A plane-wave calculation builds the electrons' wave functions from waves up to a chosen kinetic energy, the wave cutoff. In the table the BiTe crystal stays exactly the same while this cutoff changes, and with it the cutoff for the density, which is always four times as large. The columns "energy less reference" and "pressure less reference" are therefore errors of the basis, measured against a run at 600 eV. How large do they become at 250 and 200 eV?

Ansatz 0.2.0, scalar-relativistic PBE with PAW, no spin polarization: BiTe (Fm-3m, 33.85 Å³ per atom) with fixed cell and atoms, 12×12×12 k mesh, Gaussian smearing of 0.1 eV. The reference is the run at a wave cutoff of 600 eV. Energies are extrapolated to zero smearing; pressures are positive in compression and corrected for the finite cutoff.

```
wave cutoff  energy less reference (meV per atom)  pressure less reference (GPa)  pressure (GPa)
     200 eV                                     ?                              ?               ?
     250 eV                                     ?                              ?               ?
     300 eV                                  74.7                         -0.036           0.677
     350 eV                                   4.2                          0.010           0.723
     420 eV                                   1.2                          0.003           0.716
     500 eV                                   0.1                          0.001           0.714
```

The first known stretch, from 300 to 350 eV, is steep. The energy error drops from 74.7 to 4.2 meV per atom, a factor of about 18 for 50 eV of cutoff. After that the pace slackens: another 70 eV brings the error only to 1.2 meV per atom. At 500 eV it has reached the last printed digit.

The direction of this fall follows from the variational principle. Taking waves away leaves the electrons fewer ways to lower their energy, so the energy should rise. The rule is strict only if nothing else changes; here the density grid becomes coarser too, but the known rows still follow it. The size of the rise depends on how much the wave functions need the short waves that were removed. The more compact a valence shell is, the more short waves it needs and the higher the cutoff at which the error becomes small.

A simple model makes this quantitative. Suppose that the amplitude of a wave in the wave function falls with its wave number G as a Gaussian, exp(−aG²). The weight lost is the square of the amplitude, which is again a Gaussian, and the cutoff energy E is proportional to G². Apart from slowly varying factors, the energy error Δ then falls exponentially with the cutoff:

Δ(E) ∝ exp(−bE)

The rate b comes from a straight-line fit of the logarithm of the error to the four known rows, from 300 to 500 eV. On average the error changes by a factor of 4.7 for each 50 eV. For the forecast the curve is made to pass through the 300 eV row, the nearest one, which was also part of the fit. This curve misses the 350 eV row by nearly a factor of four, so a factor of four either way serves as the error bar.

One step down from 300 eV gives the forecast for 250 eV:

Δ(250 eV) ≈ 74.7 × 4.7 ≈ 350 meV per atom

With the error bar, the range is 88 to 1410 meV per atom.

A second step by the same factor leads to about 1660 meV per atom at 200 eV, with a range of 410 to 6620. The error should thus grow at each step down.

The pressure needs a separate argument, because it is the slope of the energy with volume, taken with the opposite sign. When a cell is stretched with the same set of waves, each wave becomes longer and the effective cutoff drops. The energy then rises for a reason that has to do with the basis alone, and the crystal seems to resist expansion. From the energy slope between 300 and 350 eV, this would make the pressure at 300 eV too low by 1 GPa or more, since the energy should fall faster at 300 eV itself than on average over this stretch. That exceeds the whole reference pressure of 0.713 GPa.

The tabulated pressure is corrected for this effect, so only a real change of the energy error with volume should remain. At 300 eV that change is tiny: 1 % more volume alters the error of 74.7 meV per atom by less than 0.1 meV. The error seems to belong to the atoms themselves and hardly to the distance between them. The filled d shells are the likely source. The run treats both Bi 5d and Te 4d as valence, with almost exactly ten electrons in each, and such compact shells hardly notice their neighbours. How the error divides between the two was not computed.

For the forecast, the pressure error is assumed to grow in proportion to the energy error, starting from the 300 eV row. This gives −0.17 GPa at 250 eV. The error bar is a judgement, twice the size of the forecast either way, so the range is −0.51 to 0.17 GPa.

At 200 eV the same rule gives −0.80 GPa, with a range of −2.39 to 0.80 GPa. The sign is not secure, since it rests on the 300 eV row alone and the error has already changed sign by 350 eV.

The withheld rows as computed:

```
wave cutoff  energy less reference (meV per atom)  pressure less reference (GPa)  pressure (GPa)
     200 eV                                8251.2                          0.789           1.502
     250 eV                                 933.3                         -0.006           0.707
```

The energy error does grow at each step down, but faster than forecast. At 250 eV it is 933 meV per atom, inside the range though 2.7 times the central value. At 200 eV it is 8251 meV per atom, five times the central value and beyond the upper end of the range. That second forecast failed. Its error bar was also too narrow: a factor of four was the miss over one step of 50 eV, and over two steps such misses can multiply.

The reason can be read by walking down the full series. From 200 to 250 eV the error falls by a factor of about 9, in the next step by about 12, and from 300 to 350 eV by about 18. A single Gaussian would give a steadier factor. The fit averaged the last of these steps with the slower stretch above 350 eV, and so its rate was too low for the rows below 300 eV.

A likely picture starts from the PAW method, in which the plane waves carry only a smoothed version of each d shell near the nucleus. The waves of such a smooth, confined function form a main body, which fades out at some wave number, followed by weak ripples. As the cutoff nears the edge of the main body, the error falls ever more steeply; beyond the edge only the ripples remain to be captured. The changing density grid may add to this slow remainder. This explanation was found after the values were known and has not been tested separately.

The pressure errors fall inside their ranges, yet the rule behind them fails. Between 300 and 250 eV the energy error grows twelvefold, while the pressure error shrinks to −0.006 GPa. At 200 eV it is +0.789 GPa, close to the upper end of the range and opposite in sign to the central forecast. The good value at 250 eV thus lies near a change of sign and is no mark of convergence.

What survives is the idea that the energy error stays with the atoms. Even at 200 eV, 1 % more volume changes it by only 0.01 × 0.789 GPa × 33.85 Å³, which is about 1.7 meV per atom out of more than 8 eV. This conclusion relies on the pressure correction, which is huge here: estimated as before, now from the energy slope between 200 and 250 eV, it is roughly 90 GPa. An inaccuracy of 1 % in it would match the whole pressure error, so the 0.789 GPa need not be a real change with volume. Even then the energy error would depend only weakly on volume.

For the choice of a cutoff, the two quantities therefore set different demands. At 300 eV the corrected pressure is within 0.04 GPa of its reference, while the absolute energy needs 420 eV to come within about 1 meV per atom. Energy differences between structures may settle sooner, if the atomic part of the error cancels, but that is untested here. A higher cutoff also does not repair the absence of spin-orbit coupling, which matters for elements as heavy as Bi and Te. Nor does it test the structure: the cell used here is of the rock-salt type, while BiTe at ambient conditions is layered. The fits and forecasts are set out in the output below.

The analysis program printed:

```
fit of log(energy_less_reference) on 4 rows: constant 13.07 +/- 1.8, coefficient of cut -0.03098 +/- 0.0046; rms 0.486, worst 350 eV 0.789, leave-one-out rms 0.971
  rows outside the fit (model, value, miss): 200 eV 6.871, 9.018, -2.15; 250 eV 5.322, 6.839, -1.52
fit of log(energy_less_reference) on 4 rows: constant 25.29 +/- 3.3, coefficient of wavenum -4.56 +/- 0.61; rms 0.44, worst 350 eV 0.724, leave-one-out rms 0.847
  rows outside the fit (model, value, miss): 200 eV 7.804, 9.018, -1.21; 250 eV 5.74, 6.839, -1.1
Energy error, meV per atom:
     row  forecast      low    high  rival  computed  computed_over_forecast
  200 eV      1655    413.8    6620   3800      8251                   4.985
  250 eV     351.6     87.9    1406  482.6     933.3                   2.654
  300 eV      74.7    18.68   298.8   74.7      74.7                       1
  350 eV     15.87    3.967   63.48  13.43       4.2                  0.2647
  420 eV     1.814   0.4536   7.257  1.477       1.2                  0.6614
  500 eV    0.1522  0.03804  0.6087  0.147       0.1                  0.6572
Pressure error, GPa:
     row    forecast        low       high  computed      miss
  200 eV     -0.7976     -2.393     0.7976     0.789     1.587
  250 eV     -0.1695    -0.5084     0.1695    -0.006    0.1635
  300 eV      -0.036     -0.108      0.036    -0.036         0
  350 eV   -0.007648   -0.02294   0.007648      0.01   0.01765
  420 eV  -0.0008744  -0.002623  0.0008744     0.003  0.003874
  500 eV  -7.333e-05   -0.00022  7.333e-05     0.001  0.001073
Energy error at 300 eV over that at 350 eV: 17.79
Average fall of the energy error per 50 eV, fitted factor: 4.707
Change of the 300 eV energy error for 1 percent more volume, meV per atom: 0.07606
Rough size of the cutoff correction to the pressure at 300 eV, GPa: 1.335
Reference pressure, GPa: 0.713
Pressure error at 300 eV, percent of the reference pressure: -5.049
Pressure error at 350 eV, percent of the reference pressure: 1.403
```
